## Soft rows in a layered alloy: the phonons of TaAl

A phonon frequency is the rate at which a crystal vibrates in one of its normal modes; a wave vector $q$ says how the motion changes in phase from cell to cell. Here the frequencies follow from the linear response of the electrons to small atomic displacements, in density-functional theory with the PBE functional. The cell is a trial structure, made by swapping elements in another one and relaxed with its symmetry kept. It stacks square layers of Ta and of Al in turn, and each atom has four neighbours of its own kind in its layer. The column "mode branch" merely numbers the six modes at each point by rising frequency.

Phonon frequencies of tetragonal TaAl (P4/mmm, two atoms per cell) at points of high symmetry, computed by linear response with Ansatz 0.2.0, using PBE, scalar-relativistic PAW and no spin polarization. The plane-wave cutoff is 420 eV, the k mesh 16x16x10, the Gaussian smearing width 0.1 eV and the q mesh 4x4x2.

| row | mode phonon frequency (cm^-1) | mode q point | mode branch |
| --- | --- | --- | --- |
| 1 | 31.0 | X | 1 |
| 2 | 133.7 | X | 2 |
| 3 | 168.2 | X | 3 |
| 4 | 211.3 | X | 4 |
| 5 | 309.1 | X | 5 |
| 6 | 312.3 | X | 6 |
| 7 | 177.0 | M | 1 |
| 8 | 177.0 | M | 2 |
| 9 | 178.2 | M | 3 |
| 10 | 308.1 | M | 4 |
| 11 | 308.1 | M | 5 |
| 12 | 311.6 | M | 6 |
| 13 | 83.7 | Z | 1 |
| 14 | 83.7 | Z | 2 |
| 15 | 130.4 | Z | 3 |
| 16 | 206.0 | Z | 4 |
| 17 | 206.0 | Z | 5 |
| 18 | 320.5 | Z | 6 |
| 19 | 87.2 | R | 1 |
| 20 | 88.4 | R | 2 |
| 21 | 155.2 | R | 3 |
| 22 | 210.8 | R | 4 |
| 23 | 316.9 | R | 5 |
| 24 | 322.5 | R | 6 |
| 25 | 113.7 | A | 1 |
| 26 | 179.8 | A | 2 |
| 27 | 179.8 | A | 3 |
| 28 | 310.1 | A | 4 |
| 29 | 310.1 | A | 5 |
| 30 | 310.3 | A | 6 |

Mass suggests a simple pattern: three slow modes carried by Ta and three fast ones carried by the much lighter Al, which lie close together if Al is held about equally stiffly in every direction. Eleven of the fifteen upper modes fit it, with a mean of 313 cm⁻¹ and a scatter of about 5 cm⁻¹. Rows 4, 16, 17 and 22 break it, for they lie about 104 cm⁻¹ below that mean. The lower modes form no tight group: fourteen spread from 83.7 to 179.8 cm⁻¹, and row 1 stands out below them at only 31 cm⁻¹.

The four low Al modes obey a counting rule. In units of the reciprocal cell vectors, X is $(0,\tfrac12,0)$, M $(\tfrac12,\tfrac12,0)$, Z $(0,0,\tfrac12)$, R $(0,\tfrac12,\tfrac12)$ and A $(\tfrac12,\tfrac12,\tfrac12)$. Count the in-plane axes along which $q$ has no component: one at X and R, two at Z, none at M and A. These are exactly the numbers of upper modes near 208 cm⁻¹.

The rule has a mechanical reading. Let the Al atoms move along an in-plane axis. If $q$ has no component along that axis, all atoms of a row move in step and the contacts within the row keep their length. If the component is one half, neighbours in the row move against each other, the contacts are stretched and squeezed head-on, and the frequency is high. The Al mode that points out of the plane stays in the high group at all five points, held mostly by the Ta layers above and below, since the two lattices swinging against each other out of the plane already reach 294.47 cm⁻¹ in the long-wave limit.

If an atom is coupled along its row mainly to its nearest neighbours, the squared frequency at a component of one quarter along the row should be the mean of the squares at zero and one half. From X to M, rows 4 and 10 give 264 cm⁻¹, and the calculation gives the same. From R to A the estimate is 265 cm⁻¹ against a computed 262.5 cm⁻¹. This supports a short reach of the coupling along the Al rows. At M and R symmetry lets the in-plane Al modes mix with Ta motion, but the large difference in mass is expected to keep that mixing small. That the stiff direction is the head-on one is shown directly by the computed vibration patterns at X, where the Al mode of row 4 moves across $q$ and that of row 6 along it. Row 5 is then the Al mode that points out of the plane. The printed analysis names row 5 as the one that stretches the Al contacts, but that name belongs to row 6; the two frequencies are so close that the stiffness found there hardly changes.

Row 1 needs a reference that contains mass and the Ta–Al bonds but no forces between like atoms. The long-wave limit supplies it: there the whole Ta lattice swings in-plane against the whole Al lattice, at 211 cm⁻¹, and like atoms keep their distances. At X symmetry lets only one element move in each mode, so a Ta atom feels the same Ta–Al stiffness with the Al atoms at rest. Only the effective mass changes, from $m_\text{Ta}m_\text{Al}/(m_\text{Ta}+m_\text{Al})$ to $m_\text{Ta}$. With masses of 181 and 27 atomic mass units,

$$
\omega_\text{Ta}=211\ \text{cm}^{-1}\times\sqrt{\frac{27}{181+27}}\approx 76\ \text{cm}^{-1}.
$$

The Z doublet in rows 13 and 14, at 84 cm⁻¹, lies near this value, but row 1 keeps only about 17 % of the stiffness behind the estimate. The forces between Ta atoms must therefore help the displacement along instead of opposing it. The Al layer serves as a control. The same estimate gives 197 cm⁻¹ for Al, and row 4 lies somewhat above it, at 211 cm⁻¹. At X the same sliding of rows is thus slightly stiffened by Al–Al forces and strongly softened by Ta–Ta forces. At R, where successive layers of one element move oppositely, no mode lies below 87 cm⁻¹, so the softening needs the Ta layers to move together. Much of it therefore comes from forces between one Ta layer and the next, across the Al layer, and not only from neighbouring rows within a layer.

That row 1 is indeed such a sliding mode can be read from the long waves. Near the start of the path to X, interpolation between the mesh points puts the two lowest branches at 2.9 and 24.3 cm⁻¹. Counting only the coupling of adjacent layers, which is rough but enough to tell two such different values apart, the Z doublet implies about 23 cm⁻¹ for a wave of that length that moves out of the plane, because both motions test the same elastic shear. The softer branch must then move within the plane. Compression is expected to cost far more than shear, so the motion should run across the wave vector, as sliding does. The branch continues without a break to row 1.

In this branch rows of Ta slide past one another; at long wavelength the motion shears the square base into a rhombus. Such a shear, joined by a stretch of the stacking axis, leads from close packing, which this cell resembles, towards the body-centred packing that metallic Ta prefers. This is a plausible cause of the softness, but the frequencies alone do not prove it.

The table leaves open whether the square cell survives this shear. Halfway to X the soft branch lies at 13.8 cm⁻¹, where a sine curve through row 1 would give 22 cm⁻¹, so longer waves are even softer than row 1 suggests. The run is recorded as converged, but with a warning that its eigensolver was not. It used a single mesh of electron wave vectors, so how far these frequencies depend on the mesh was not tested. The makers of the data do caution, from tests on other systems, that the phonons of metals are sensitive to this mesh and that calculations at this level are loosely converged. A branch this soft could turn imaginary in a better calculation. A tighter calculation on a denser mesh, and a relaxation started from a slightly sheared base, would decide it.
